A single layer of SnSe2 stores heat in the vibrations of its atoms. The table follows this store from 100 to 1000 K, with forces from density functional theory and each vibration treated as a harmonic oscillator. The structure and the forces are the same in every row, so only the excitation of the oscillators changes.

Vibrational thermodynamics of a free-standing SnSe2 monolayer, from Ansatz 0.2.0 with PBE, no dispersion correction, PAW, a 420 eV plane-wave cutoff and a 12x12x1 k mesh. Harmonic phonons come from linear response on a 3x3x1 q mesh, leaving out modes of zero or imaginary frequency. The free energy includes the zero-point energy; the heat capacity is at constant volume.

| temperature (K) | phonon entropy (kB/atom) | phonon free energy (meV/atom) | phonon heat capacity (kB/atom) |
| --- | --- | --- | --- |
| 100 | 1.878 | 16.8 | 2.189 |
| 200 | 3.607 | -7.4 | 2.715 |
| 300 | 4.736 | -43.6 | 2.837 |
| 400 | 5.559 | -88.1 | 2.882 |
| 500 | 6.204 | -138.9 | 2.903 |
| 600 | 6.735 | -194.7 | 2.915 |
| 700 | 7.184 | -254.8 | 2.922 |
| 800 | 7.575 | -318.4 | 2.926 |
| 900 | 7.920 | -385.2 | 2.929 |
| 1000 | 8.229 | -454.8 | 2.932 |

*Why does the heat capacity almost stop growing near room temperature, while the entropy keeps rising?* An oscillator takes up energy in quanta. Once the thermal energy $k_\mathrm{B}T$ exceeds this quantum, the oscillator gains nearly $k_\mathrm{B}$ of energy per kelvin, whatever its frequency, and its heat capacity is close to the ceiling. At 300 K this already holds for all but the hardest modes of the sheet. The entropy is $k_\mathrm{B}$ times the logarithm of the number of states within thermal reach, and for each oscillator this number keeps growing in proportion to the temperature. Entropy therefore grows as a logarithm: from 500 to 1000 K it gains about 2.0 $k_\mathrm{B}$ per atom, while the heat capacity rises by only 1%. The hottest rows are a formal continuation, because the model has neither thermal expansion nor melting.

*Why is the ceiling not 3 $k_\mathrm{B}$ per atom?* Three directions of motion give each atom three modes, and with all modes counted the ceiling is 3 $k_\mathrm{B}$. Here about 2% of the modes came out with zero or imaginary frequency and were left out of the sums. The remaining number of modes per atom is $N = 3(1-0.0195) = 2.94$, and the heat capacity at 1000 K lies just below this value. Most of the gap to 3 is thus a matter of counting, not a property of the material.

*Why does the free energy fall ever faster, and does its change of sign mark a transition?* The free energy is the vibrational energy less temperature times entropy, and its slope is minus the entropy. A growing entropy must therefore steepen the fall. The curve starts at absolute zero from the zero-point energy, 23.5 meV per atom, which still outweighs the entropy term at 100 K. The zero of the scale is merely the energy of atoms at rest in their equilibrium places, so nothing happens to the sheet when the curve crosses it between 100 and 200 K.

*Can a single frequency stand for the whole sheet?* This is Einstein's model, and the zero-point energy supplies the frequency without any fit to the table. Each mode holds half a quantum at absolute zero. If the quantum is written as a temperature $\theta$, the zero-point energy is $N k_\mathrm{B}\theta/2$, which gives $\theta = 185$ K. For $x=\theta/T$ well below the value at which the modes freeze out, heat capacity and entropy per atom are

$$C \approx N k_\mathrm{B}\left(1-\frac{x^2}{12}\right),\qquad S \approx N k_\mathrm{B}\left(1-\ln x+\frac{x^2}{24}\right).$$

At 300 K, $x = 0.618$. The first formula gives $2.941\,(1-0.032) = 2.85$ $k_\mathrm{B}$, within half a per cent of the table. The second gives $2.941\,(1+0.482+0.016) = 4.41$ $k_\mathrm{B}$, which is 7% too low. The same single frequency is good for one quantity and poor for the other.

*Why does the entropy expose the model when the heat capacity hides its fault?* The formulas show what each quantity remembers of a spectrum with many frequencies. In the hot limit the frequency drops out of the heat capacity, and an error in it hardly matters. In the entropy it survives as a logarithm, and the average of logarithms is the logarithm of the geometric mean. Soft modes pull this mean down more than the arithmetic mean that sets the zero-point energy. The Einstein entropy is therefore too low in every row, by nearly the same 0.3 to 0.4 $k_\mathrm{B}$ per atom.

The table and the zero-point energy together let us read these means separately. The entropy at 1000 K corresponds to a geometric mean of 166 K, the zero-point energy to an arithmetic mean of 185 K, and the shortfall of the heat capacity from its ceiling at 500 K to a root mean square of about 198 K, read from the leading term of the formula; all three describe only the modes that were kept. Any spread of frequencies puts the three in this order; a single frequency would make them equal. The spread can also be seen directly: at one wave vector of the same calculation the nine modes run from about 40 to 210 cm$^{-1}$.

*Does Debye's model do better?* For sound-like waves in a flat sheet, the density of modes grows in proportion to frequency up to a cutoff. The arithmetic mean is then two thirds of the cutoff, so the same zero-point energy fixes the cutoff at $1.5\times185 = 278$ K, again without a fit. This spectrum has soft modes as well as hard ones, and its entropy stays within about 0.05 $k_\mathrm{B}$ per atom of the table.

The close agreement holds for the modes that were kept; those left out could shift the entropy by more than this margin. The success also belongs to the averages, not to the shape. The real sheet has optical modes above the Debye cutoff, and its bending waves do not behave like sound. At 100 K and above, such details are largely averaged out. How the heat capacity vanishes towards absolute zero could be tested only by much colder rows in which the soft bending modes are no longer left out, and there the Debye form should not be trusted on the strength of this agreement.

*What would stiffer bonds or lighter atoms change?* Both raise the frequencies. If every force constant grew by 10%, each frequency would rise by about 5%, and the hot entropy would fall by $\tfrac{1}{2}N\ln 1.1$, or 0.14 $k_\mathrm{B}$ per atom. The ceiling of the heat capacity would stay where it is and merely be approached at a higher temperature. By the same reasoning, sulfur in place of the heavier selenium should lower the entropy at a given temperature, provided that the bonds do not soften.

*Which digits can be trusted?* The modes left out are the softest ones, to which entropy is most sensitive. The imaginary frequencies surround the centre of the zone, between the wave vectors that were really calculated, and reach more than a third of the way to its edge. Two per cent of all modes sounds little, but it is about a sixth of the bending branch. An interpolation error in the soft bending wave is the likely cause, though no finer mesh was run to prove it. If the lost modes were real, at an assumed 15 cm$^{-1}$, they would add about 0.2 $k_\mathrm{B}$ per atom to the entropy and lower the free energy by a few meV per atom at 300 K, and by more when hotter. A true bending wave is expected to rise as the square of the wave vector, so most of the lost modes would be softer than this and their share somewhat larger. The kept modes beside them, where the branch has only just turned real, are probably too soft, which works the other way. The interpolation also lacks the dipole term, which alters the polar optical modes near the zone centre; the size of this error was not tested.

The heat capacity is safer, since each lost mode costs it at most one $k_\mathrm{B}$, and that loss can be put back by counting. For the entropy the first decimal is already in doubt, and for the free energy the last digits before the point. This matters most when two forms of a sheet are compared, because their missing soft modes need not cancel. A free energy difference of a few meV per atom should be believed only after a finer mesh of wave vectors has shown the bending wave to be stable.
